\section*{Appendix: Internal impedance of a round conductor in Kelvin functions}

\subsection*{Premises and conventions}

A straight conductor of circular cross-section and radius $a$ lies along the $z$ axis of cylindrical coordinates $(r,\phi,z)$ and carries an alternating current of angular frequency $\omega=2\pi f$. SI units are used. A physical field is $\sqrt2\,\mathrm{Re}[F\,e^{i\omega t}]$, so phasors $F$ are root-mean-square amplitudes and the mean Joule power density is $|J|^2/\sigma$. Four premises define the problem.
\begin{enumerate}
\item The conductor is long compared with $a$, and the free-space wavelength is longer still, so the fields inside do not depend on $z$.
\item The metal is linear, isotropic and uniform, with a local Ohm's law $\mathbf J=\sigma\mathbf E$, real conductivity $\sigma=1/\rho$ and real permeability $\mu$.
\item The displacement current is negligible against the conduction current.
\item The return current is coaxial or remote, so the fields do not depend on $\phi$.
\end{enumerate}
The internal impedance per unit length is defined by the axial field at the surface and the total current $I$,
\begin{equation}
Z=R_{\rm ac}+i\omega L_{\rm int}=\frac{E_z(a)}{I}.
\label{eq:def}
\end{equation}
Faraday's law on a loop that runs along the surface and closes through the return path gives the voltage drop per unit length as $E_z(a)$ plus $i\omega$ times the flux outside the metal plus the drop along the return. Equation \eqref{eq:def} is thus the part of the line impedance that belongs to the interior of this conductor.

\subsection*{Field equation and its solution}

Under premises 1 and 4, $\nabla\cdot\mathbf B=0$ gives $rB_r=\text{const}=0$, and the radial part of $\nabla\times\mathbf H=\sigma\mathbf E$ gives $E_r=0$. The pair $(E_\phi,H_z)$ decouples and is not driven by an axial current. For the remaining pair the $\phi$ component of $\nabla\times\mathbf E=-i\omega\mu\mathbf H$ and the $z$ component of Amp\`ere's law read
\begin{equation}
\frac{dE_z}{dr}=i\omega\mu H_\phi,\qquad \frac1r\frac{d}{dr}(rH_\phi)=\sigma E_z .
\label{eq:maxwell}
\end{equation}
Eliminating $H_\phi$ gives
\begin{equation}
\frac{d^2E_z}{dr^2}+\frac1r\frac{dE_z}{dr}+k^2E_z=0,\qquad k^2=-i\omega\mu\sigma=-\frac{2i}{\delta^2},\qquad \delta=\sqrt{\frac{2}{\omega\mu\sigma}} ,
\label{eq:bessel}
\end{equation}
with $\delta$ the skin depth. Since $(1-i)^2=-2i$, one root is $k=(1-i)/\delta=(\sqrt2/\delta)\,e^{-i\pi/4}$. Equation \eqref{eq:bessel} is Bessel's equation of order zero in the variable $kr$, with solutions $J_0(kr)$ and $Y_0(kr)$. The second behaves as $(2/\pi)\ln r$ near the axis, which by the first of Eqs.~\eqref{eq:maxwell} leaves $rH_\phi$ finite as $r\to0$ and so describes a filament of current on the axis. There is none, and $E_z=E_0J_0(kr)$. With $J_0'=-J_1$ and $-k/(i\omega\mu)=k\sigma/k^2=\sigma/k$,
\begin{equation}
E_z=E_0J_0(kr),\qquad H_\phi=\frac{\sigma E_0}{k}J_1(kr).
\label{eq:fields}
\end{equation}
Integrating the second of Eqs.~\eqref{eq:maxwell} over the section gives $I=2\pi aH_\phi(a)$. Dividing $E_z(a)/I$ by the direct-current resistance $R_{\rm dc}=1/(\sigma\pi a^2)$ yields
\begin{equation}
\frac{Z}{R_{\rm dc}}=\frac{ka}{2}\,\frac{J_0(ka)}{J_1(ka)}\equiv F(\zeta),\qquad \zeta=ka=(1-i)s,\qquad s=\frac a\delta .
\label{eq:Z}
\end{equation}
$J_0$ is even and $J_1$ is odd, so $F$ is even and the choice of root for $k$ is immaterial. All zeros of $J_1$ are real, so the denominator does not vanish for $s>0$. The convention $e^{-i\omega t}$ replaces $k$ and $Z$ by their complex conjugates.

\subsection*{Reduction to Kelvin functions}

The Kelvin functions of order zero are the real and imaginary parts of
\begin{equation}
w(x)=\mathrm{ber}\,x+i\,\mathrm{bei}\,x=J_0(xe^{3\pi i/4})=J_0(xe^{-i\pi/4})=\sum_{n=0}^\infty\frac{(ix^2/4)^n}{(n!)^2}
\label{eq:kelvin}
\end{equation}
for real $x$. The third form follows from $e^{3\pi i/4}=-e^{-i\pi/4}$ and the evenness of $J_0$. With $x=\sqrt2\,r/\delta$ one has $kr=xe^{-i\pi/4}$, so $E_z=E_0w(x)$, and at the surface $x=q$ with
\begin{equation}
q=\sqrt2\,a/\delta=\sqrt2\,s=a\sqrt{\omega\mu\sigma}.
\end{equation}
Differentiating \eqref{eq:kelvin} gives $w'(x)=-e^{-i\pi/4}J_1(xe^{-i\pi/4})$, that is $J_1(ka)=-e^{i\pi/4}w'(q)$. The phases in \eqref{eq:Z} combine to $e^{-i\pi/4}/(-e^{i\pi/4})=-e^{-i\pi/2}=i$, and
\begin{equation}
\frac{Z}{R_{\rm dc}}=\frac{iq}{2}\,\frac{w(q)}{w'(q)}=\frac{iq}{2}\,\frac{w\,\overline{w'}}{|w'|^2}.
\end{equation}
The product is $w\overline{w'}=(\mathrm{ber}\,\mathrm{ber}'+\mathrm{bei}\,\mathrm{bei}')+i(\mathrm{bei}\,\mathrm{ber}'-\mathrm{ber}\,\mathrm{bei}')$. Multiplying by $i$ and separating parts,
\begin{align}
\frac{R_{\rm ac}}{R_{\rm dc}}&=\frac q2\,\frac{\mathrm{ber}\,q\,\mathrm{bei}'q-\mathrm{bei}\,q\,\mathrm{ber}'q}{\mathrm{ber}'^2q+\mathrm{bei}'^2q}\equiv\frac q2\frac{N_R}{M_1^2},\label{eq:R}\\
\frac{\omega L_{\rm int}}{R_{\rm dc}}&=\frac q2\,\frac{\mathrm{ber}\,q\,\mathrm{ber}'q+\mathrm{bei}\,q\,\mathrm{bei}'q}{\mathrm{ber}'^2q+\mathrm{bei}'^2q}\equiv\frac q2\frac{N_X}{M_1^2},\label{eq:X}
\end{align}
where primes denote derivatives with respect to $q$ and $M_1=|w'(q)|$. The modulus $M_0=|w(q)|$ is the ratio of the current density at the surface to that on the axis.

\subsection*{Energy meaning of the two parts}

In the variable $x$, Eq.~\eqref{eq:bessel} is $(xw')'=ixw$. Multiplying by $\bar w$ gives $(x\bar ww')'=x|w'|^2+ix|w|^2$. Since $\bar ww'=N_X+iN_R$ at $x=q$ and the bracket vanishes at $x=0$,
\begin{equation}
\int_0^q x|w|^2dx=qN_R,\qquad \int_0^q x|w'|^2dx=qN_X .
\label{eq:lommel}
\end{equation}
From \eqref{eq:fields}, $|H_\phi|^2=\sigma^2|E_0|^2(\delta^2/2)|w'|^2$, and $r\,dr=(\delta^2/2)\,x\,dx$. Hence $|I|^2=2\pi^2a^2\delta^2\sigma^2|E_0|^2M_1^2$, and the Joule power and the magnetic integral per unit length are
\begin{equation}
\int\sigma|E_z|^2dA=\pi\sigma\delta^2|E_0|^2qN_R,\qquad \int\mu|H_\phi|^2dA=\tfrac12\pi\mu\sigma^2\delta^4|E_0|^2qN_X .
\end{equation}
Dividing the first by $|I|^2R_{\rm dc}$ reproduces \eqref{eq:R}. Multiplying the second by $\omega/(|I|^2R_{\rm dc})$ and using $\omega\mu\sigma\delta^2=2$ reproduces \eqref{eq:X}. So $R_{\rm ac}|I|^2$ is the mean dissipation and $\tfrac12L_{\rm int}|I|^2$ the mean magnetic energy inside the metal. The second integral in \eqref{eq:lommel} also shows that $d|w|^2/dx=2N_X(x)>0$: the magnitude of the current density rises monotonically from axis to surface.

\subsection*{Low frequency: pole expansion, series and bounds}

The recurrence $(\zeta J_1)'=\zeta J_0$ turns \eqref{eq:Z} into a logarithmic derivative, $F=\tfrac12\,\zeta\,d\ln(\zeta J_1)/d\zeta$. The standard product over the positive zeros $j_n$ of $J_1$, $J_1(\zeta)=\tfrac12\zeta\prod_n(1-\zeta^2/j_n^2)$, then gives $F=1+\sum_n\zeta^2/(\zeta^2-j_n^2)$. With $\zeta^2=-iq^2$,
\begin{equation}
\frac{Z}{R_{\rm dc}}=1+\sum_{n=1}^\infty\frac{i\omega\tau_n}{1+i\omega\tau_n},\qquad \omega\tau_n=\frac{q^2}{j_n^2},\qquad \tau_n=\frac{\mu\sigma a^2}{j_n^2}.
\label{eq:poles}
\end{equation}
The $\tau_n$ are the decay times of eddy-current modes $H_\phi\propto J_1(j_nr/a)$, which vanish at the surface and carry no net current. Each term is a resistance $R_{\rm dc}$ in parallel with an inductance $R_{\rm dc}\tau_n=\mu/(\pi j_n^2)$. The real and imaginary parts are
\begin{equation}
\frac{R_{\rm ac}}{R_{\rm dc}}=1+\sum_n\frac{q^4}{j_n^4+q^4},\qquad L_{\rm int}=\frac\mu\pi\sum_n\frac{j_n^2}{j_n^4+q^4},
\label{eq:sums}
\end{equation}
so $R_{\rm ac}$ rises and $L_{\rm int}$ falls monotonically with frequency.

For the power series put $u=\zeta^2/4$ and write $F=\sum_mc_mu^m$ as the quotient of
\begin{equation}
J_0=1-u+\frac{u^2}{4}-\frac{u^3}{36}+\frac{u^4}{576}-\dots,\qquad \frac{2J_1}{\zeta}=1-\frac u2+\frac{u^2}{12}-\frac{u^3}{144}+\frac{u^4}{2880}-\dots
\end{equation}
Equating powers in $J_0=F\cdot 2J_1/\zeta$ gives $c_0=1$ and
\begin{align*}
c_1&=-1+\tfrac12=-\tfrac12,\\
c_2&=\tfrac14+\tfrac12c_1-\tfrac1{12}=-\tfrac1{12},\\
c_3&=-\tfrac1{36}+\tfrac12c_2-\tfrac1{12}c_1+\tfrac1{144}=-\tfrac1{48},\\
c_4&=\tfrac1{576}+\tfrac12c_3-\tfrac1{12}c_2+\tfrac1{144}c_1-\tfrac1{2880}=-\tfrac1{180}.
\end{align*}
Here $u=-is^2/2$, $u^2=-s^4/4$, $u^3=is^6/8$ and $u^4=s^8/16$, so
\begin{equation}
\frac{R_{\rm ac}}{R_{\rm dc}}=1+\frac{s^4}{48}-\frac{s^8}{2880}+\dots,\qquad \frac{\omega L_{\rm int}}{R_{\rm dc}}=\frac{s^2}{4}-\frac{s^6}{384}+\dots
\label{eq:low}
\end{equation}
Because $\omega/R_{\rm dc}=2\pi s^2/\mu$, the second series is $L_{\rm int}=(\mu/8\pi)(1-s^4/96+\dots)$, whose first term is the inductance of a uniform current and does not depend on $a$. The nearest poles of $F$ lie at $\zeta=\pm j_1$ with $j_1=3.8317$, so the series converge for $q<j_1$, that is $s<2.71$.

Comparing \eqref{eq:low} with the expansion of \eqref{eq:sums} identifies $q^4\sum_nj_n^{-4}=s^4/48$ and $q^8\sum_nj_n^{-8}=s^8/2880$. The inequalities $y-y^2<y/(1+y)<y$ for $y=q^4/j_n^4>0$, summed over $n$, give bounds that hold at every frequency,
\begin{equation}
1+\frac{s^4}{48}-\frac{s^8}{2880}<\frac{R_{\rm ac}}{R_{\rm dc}}<1+\frac{s^4}{48}.
\label{eq:bounds}
\end{equation}
The two-term form is therefore too high by less than $s^8/2880$, which is below $0.01$ for $s<1.52$.

\subsection*{High frequency: Hankel expansion}

Write $J_\nu=\tfrac12(H^{(1)}_\nu+H^{(2)}_\nu)$, with the leading forms $H^{(1,2)}_\nu\sim(2/\pi\zeta)^{1/2}\exp[\pm i(\zeta-\nu\pi/2-\pi/4)]$, both valid on the ray $\arg\zeta=-\pi/4$. There $|e^{i\zeta}|=e^{s}$, so $H^{(1)}$ dominates, and $g=J_0/J_1$ tends to $g_\infty=H^{(1)}_0/H^{(1)}_1\to e^{i\pi/2}=i$. Any cylinder function obeys $C_0'=-C_1$ and $C_1'=C_0-C_1/\zeta$, so both $g$ and $g_\infty$ satisfy the Riccati equation
\begin{equation}
g'=-1-g^2+g/\zeta .
\end{equation}
Inserting $g_\infty\sim\sum_mb_m\zeta^{-m}$ with $b_0=i$ and collecting powers $\zeta^{-1}$ to $\zeta^{-4}$,
\begin{align*}
2ib_1&=b_0, & b_1&=\tfrac12,\\
2ib_2&=2b_1-b_1^2=\tfrac34, & b_2&=-\tfrac{3i}8,\\
2ib_3&=3b_2-2b_1b_2=-\tfrac{3i}4, & b_3&=-\tfrac38,\\
2ib_4&=4b_3-2b_1b_3-b_2^2=-\tfrac{63}{64}, & b_4&=\tfrac{63i}{128}.
\end{align*}
Then $F_\infty=\tfrac12\zeta g_\infty\sim\tfrac12i\zeta+\tfrac14-\tfrac{3i}{16}\zeta^{-1}-\tfrac3{16}\zeta^{-2}+\tfrac{63i}{256}\zeta^{-3}$. With $i\zeta=(1+i)s$, $\zeta^{-1}=(1+i)/2s$, $\zeta^{-2}=i/2s^2$ and $\zeta^{-3}=(-1+i)/4s^3$,
\begin{align}
\frac{R_{\rm ac}}{R_{\rm dc}}&\sim\frac s2+\frac14+\frac{3}{32s}-\frac{63}{1024s^3}+\dots,\label{eq:highR}\\
\frac{\omega L_{\rm int}}{R_{\rm dc}}&\sim\frac s2-\frac{3}{32s}-\frac{3}{32s^2}-\frac{63}{1024s^3}+\dots
\end{align}
The leading term is $Z=(1+i)/(2\pi a\sigma\delta)$, the surface impedance of a flat half-space divided by the circumference. The $1/4$ is the first curvature correction. It corresponds to an effective conducting area $\pi a^2/(s/2+1/4)=2\pi a\delta(1-\delta/2a+\dots)$, which to this order is the area $2\pi a\delta-\pi\delta^2$ of an annulus of thickness $\delta$.

The series omits the recessive Hankel function. The cross product $J_1Y_0-J_0Y_1=2/(\pi\zeta)$ and $H^{(1)}_\nu=J_\nu+iY_\nu$ give $J_0H^{(1)}_1-J_1H^{(1)}_0=-2i/(\pi\zeta)$, hence exactly
\begin{equation}
F-F_\infty=-\frac{i}{\pi J_1(\zeta)H^{(1)}_1(\zeta)}\sim-\zeta e^{-2i\zeta},\qquad |F-F_\infty|\sim\sqrt2\,s\,e^{-2s},
\label{eq:expo}
\end{equation}
where the last steps use $J_1\approx\tfrac12H^{(1)}_1$ and $[H^{(1)}_1]^2\sim(2i/\pi\zeta)e^{2i\zeta}$. This term is the inward wave that has crossed the axis and returned to the surface over a path $2a$. It oscillates with $s$ and is as large as $3/(32s)$ near $s=2$, so the third term of \eqref{eq:highR} improves the result only at larger $s$. The table compares the forms for $R_{\rm ac}/R_{\rm dc}$.
\begin{center}
\begin{tabular}{ccccc}
$s$ & Eq.~\eqref{eq:R} & $1+s^4/48$ & $s/2+1/4$ & $s/2+1/4+3/(32s)$\\ \hline
1 & 1.020 & 1.021 & -- & --\\
2 & 1.265 & 1.333 & 1.250 & 1.297\\
3 & 1.768 & -- & 1.750 & 1.781\\
5 & 2.768 & -- & 2.750 & 2.769
\end{tabular}
\end{center}
The form $s/2+1/4$ is low by 1.2, 1.0 and 0.7 per cent at $s=2$, 3 and 5, and its relative deficit falls as $3/(16s^2)$ at large $s$. The three-term form is high by 0.7 per cent at $s=3$.

\subsection*{Range of validity}

Within the four premises Eqs.~\eqref{eq:R} and \eqref{eq:X} are exact for all $s$. Premise 1 needs a length and a wavelength large against $a$, and fails within a few radii of joints and bends. Premise 2 needs an electron mean free path $\ell\ll\delta,a$, a relaxation time short against $1/\omega$, a surface smooth on the scale of $\delta$, a nearly isothermal section, and a metal without hysteresis or saturation, which excludes steel. Premise 3 needs $\omega\varepsilon_0\rho\ll1$.

Premise 4 is the one that real layouts strain, and the size of the neglected proximity loss follows from the same functions. A parallel current of magnitude $I$ at axis distance $D\gg a$ produces a nearly uniform transverse field $B_0=\mu_0I/(2\pi D)$ at the conductor. Take $\mu=\mu_0$ and measure $\phi$ from the field direction. The vector potential that describes the response, with $E_z=-i\omega A_z$, is $A_z=CJ_1(kr)\sin\phi$ inside, the regular solution of the diffusion equation with this angular factor, and $A_z=B_0(r+\beta/r)\sin\phi$ outside. Continuity of $A_z$ and $\partial_rA_z$ at $r=a$ gives $CJ_1(ka)/a=B_0(1+\beta/a^2)$ and $CkJ_1'(ka)=B_0(1-\beta/a^2)$. Adding them and using $J_1'+J_1/\zeta=J_0$ yields $C=2B_0/[kJ_0(ka)]$. The factor $\sin\phi$ makes this current orthogonal to the symmetric one, so the losses add. The extra loss is $\pi\sigma\omega^2|C|^2\int_0^a|J_1(kr)|^2r\,dr$. With $|J_1(kr)|=|w'(x)|$, $|k|^2=\omega\mu_0\sigma=2/\delta^2$ and the second integral in \eqref{eq:lommel}, division by $|I|^2R_{\rm dc}$ gives
\begin{equation}
\frac{\Delta R_{\rm prox}}{R_{\rm dc}}=\Big(\frac aD\Big)^2\frac{qN_X}{M_0^2},
\label{eq:prox}
\end{equation}
with corrections of order $(a/D)^4$ from the non-uniformity of the field and the eddy currents of the neighbour. For small $s$, $N_X\to q^3/16$ and \eqref{eq:prox} is $(a/D)^2s^4/4$, or $12(a/D)^2$ times the skin term $s^4/48$. For large $s$, $N_X/M_0^2=\mathrm{Re}(w'/w)\to1/\sqrt2$ and it tends to $(a/D)^2s$, a fraction $2(a/D)^2$ of $R_{\rm ac}$. This agrees with the angular mean square of a surface field $I/(2\pi a)+2(B_0/\mu_0)\sin\phi$.

\subsection*{Illustration: aluminium rod at 50 Hz}

The model is a solid rod of diameter 50 mm, $a=25$ mm, with $\mu=\mu_0$ (the susceptibility of aluminium is typically of order $10^{-5}$) and $\rho=2.82\times10^{-8}\ \Omega\,$m, a typical value for conductor-grade aluminium at 20\,$^\circ$C taken as an input. Four figures are shown in the intermediate steps so that the arithmetic can be followed. The final values carry the uncertainty of $\rho$. At $f=50$ Hz,
\begin{equation}
\delta=\sqrt{\rho/(\pi f\mu_0)}=11.95\ \text{mm},\qquad s=2.092,\qquad q=2.958 .
\end{equation}
The series \eqref{eq:kelvin} and its derivative give $\mathrm{ber}\,q=-0.1567$, $\mathrm{bei}\,q=1.9002$, $\mathrm{ber}'q=-1.5109$ and $\mathrm{bei}'q=0.9010$, so $N_R=2.730$, $N_X=1.949$ and $M_1^2=3.095$. Equations \eqref{eq:R} and \eqref{eq:X} then give
\begin{equation}
R_{\rm ac}/R_{\rm dc}=1.305,\qquad \omega L_{\rm int}/R_{\rm dc}=0.931 .
\end{equation}
With $R_{\rm dc}=14.36\ \mu\Omega$/m the model has $R_{\rm ac}=18.7\ \mu\Omega$/m and an internal reactance of $13.4\ \mu\Omega$/m, so $L_{\rm int}=42.6$ nH/m against $\mu_0/8\pi=50.0$ nH/m at zero frequency. The current density at the surface is $M_0=1.91$ times that on the axis and leads it by $\arg w(q)=94.7^\circ$. At 2000 A rms, a mean density of 1.02 A/mm$^2$, the loss is 75 W/m against 57 W/m for a direct current of the same value.

The rod lies between the two limits. The bounds \eqref{eq:bounds} are 1.272 and 1.399, the upper one 7 per cent above the full result. The form $s/2+1/4=1.296$ is 0.7 per cent low, while adding $3/(32s)=0.045$ gives 1.341, which is 2.8 per cent high. The estimate \eqref{eq:expo} of the recessive term is also 0.045 in modulus, so the closeness of the two-term form here comes from a partial cancellation between neglected terms. In the pole expansion $\tau_1=1.90$ ms and $\omega\tau_1=0.596$, and the first mode alone supplies 0.262 of the excess 0.305.

Premises 1 to 3 hold with wide margins for a long bar. The wavelength is $6.0\times10^3$ km, $\omega\varepsilon_0\rho=7.8\times10^{-17}$, and a typical room-temperature mean free path of about 20 nm is negligible against $\delta$. Since $|J|^2$ rises outward, the heat generated inside radius $r$ is at most $Pr^2/a^2$ for a total $P$ per unit length, and the axis-to-surface temperature difference is at most $P/(4\pi\kappa)=0.026$ K for a typical thermal conductivity $\kappa=230$ W\,m$^{-1}$K$^{-1}$. The mean temperature matters more. At 80\,$^\circ$C a typical coefficient of $4.0\times10^{-3}$ K$^{-1}$ multiplies $\rho$ by 1.24, so at fixed radius $s=1.878$, the ratio falls to 1.216, $R_{\rm dc}=17.8\ \mu\Omega$/m and $R_{\rm ac}=21.6\ \mu\Omega$/m. The linear expansion coefficient $23.1\times10^{-6}$ K$^{-1}$ at 293 K (compiled value, Kaye and Laby Online, NPL) implies a growth of $a$ of about 0.14 per cent over the same 60 K, which is small beside the change in $\rho$.

For premise 4, at 20\,$^\circ$C $qN_X/M_0^2=1.586$. A single return rod at $D=150$ mm adds 0.044 to the ratio, or 3.4 per cent of $R_{\rm ac}$. The middle rod of a flat, balanced three-phase set with that spacing sees the difference of two currents $120^\circ$ apart, of magnitude $\sqrt3\,I$, and the addition triples to 0.13, which is not small beside the skin excess of 0.305. The external reactance per rod of the two-rod line, $\omega(\mu_0/2\pi)\ln(D/a)=113\ \mu\Omega$/m in the filament approximation, exceeds the internal one by nearly an order of magnitude.

Only $s\propto a\sqrt{f/\rho}$ enters the ratios. A model bond wire of radius $12.5\ \mu$m with the same $\rho$ reaches $s=2.092$, and the same ratio 1.305, at 200 MHz, where $\delta=5.98\ \mu$m. At 10 GHz it has $\delta=0.845\ \mu$m and $s=14.8$, Eq.~\eqref{eq:highR} applies, and the ratio is 7.65, which raises $R_{\rm dc}=57.4$ m$\Omega$/mm to $R_{\rm ac}=0.44\ \Omega$/mm. There $\ell/\delta=0.024$ still supports a local Ohm's law, while alloying, surface roughness on the scale of $\delta$ and a nearby ground plane would each raise the resistance above this value for an isolated smooth wire.